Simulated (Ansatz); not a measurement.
## SnO$_{2}$ (P4_2/mnm), a film clamped to a substrate

Theory: DFT r2SCAN, scalar-relativistic, plane waves, PAW in Ansatz. Cutoff 500 eV, Γ-centred 6×6×8 k-points, Gaussian smearing of 0.05 eV. No spin polarisation. Energies are free energies at this smearing, counted from the undisturbed cell; pressure is positive in compression.

The undisturbed cell (relaxed at this level):

```
Sn O
1.0
     4.76022    0.00000    0.00000
     0.00000    4.76022    0.00000
     0.00000    0.00000    3.20057
Sn O
2 4
Direct
  0.00000 0.00000 0.00000
  0.50000 0.50000 0.50000
  0.30589 0.30589 0.00000
  0.19411 0.80589 0.50000
  0.69411 0.69411 0.00000
  0.80589 0.19411 0.50000
```

The cell (6 atoms, V0 = 72.52 Å³) is strained by p along both x and y and by q along z, fractional coordinates fixed. τp = (1/V0) ∂E/∂p = (σxx + σyy)(1 + p)(1 + q) and τq = (1/V0) ∂E/∂q = σzz(1 + p)², with tension positive.

```
     p q  ΔE (meV/atom)  τp (GPa)  τq (GPa)
 0.000   0.000           0.00      0.03      0.00
-0.040   0.000          58.79    -41.41    -14.30
 0.040   0.000          46.44     28.96     11.00
 0.000  -0.040          30.51    -13.72    -21.30
 0.000   0.040          24.63     11.57     15.46
```

Q: Get the second derivatives of the energy density.

A: Central differences give A = ∂τp/∂p = 880 GPa (C11 + C22 + 2 C12), C = ∂τq/∂q = 459 GPa (C33) and the cross term B = ∂τq/∂p = 316 GPa (C13 + C23); ∂τp/∂q = 316 GPa must equal B, and any difference shows higher-order terms. Steps this large leave an error of some per cent of A or C in all of these, which can swamp a small B. The ions are clamped.

Q: A film of this crystal grows with z along the normal on a substrate that imposes p. How does its thickness respond, and what does the misfit cost?

A: Count p and q from the stress-free cell. A free surface needs τq = 0, so q = −(B/C) p = -0.69 p. The energy density left is (A − B²/C) p²/2 = M p², with the biaxial modulus M = 331 GPa; a misfit of 1 % costs 2.50 meV/atom, against 3.32 meV/atom if the thickness were held.

At p = 0.080 the energies along q are 159.8 (q = -0.080), 132.2 (q = -0.040), 165.5 (q = 0.000), 242.8 (q = 0.040), 350.1 (q = 0.080) meV/atom.

Q: Does the linear rule hold at this misfit?

A: A parabola through the lowest point and its neighbours has its minimum at q = -0.042, 132.1 meV/atom. With the stress left in the starting cell, τp0 and τq0, linear elasticity gives q = −(τq0 + Bp)/C = -0.055 and E = V0(τp0 p + τq0 q + Ap²/2 + Bpq + Cq²/2)/N = 160.0 meV/atom. The energies differ by more than a tenth, so the quadratic law fails here: the gap holds the anharmonic part, with some error from the wide steps. Cubic terms also shift the vertex of so wide a parabola.

Forces appear on the atoms along this scan, and letting them relax would lower the energy and soften the response.

The film is markedly softer under large tension than its small-strain moduli imply: at p = 0.080 the scan already reaches 132.2 meV/atom, against 160.0 from linear elasticity. The strained cells show the same asymmetry, with compression costing more than equal extension both in the plane and along z. This is the usual anharmonicity of polar Sn–O bonds, in which short-range repulsion rises steeply as the ions approach while the restoring force weakens as they separate.

The thickness responds because the Sn–O network links the axes: in-plane stretching puts the normal direction under tension, and the film thins until that tension is gone. That induced tension grows less than proportionally with p, so the film probably thins less than the linear rule predicts. For compressive misfit the same anharmonicity suggests a cost above the quadratic estimate. Equal strain along x and y leaves C11 − C12 untested, so nothing here establishes stability against the orthorhombic distortion to which rutile structures are prone.
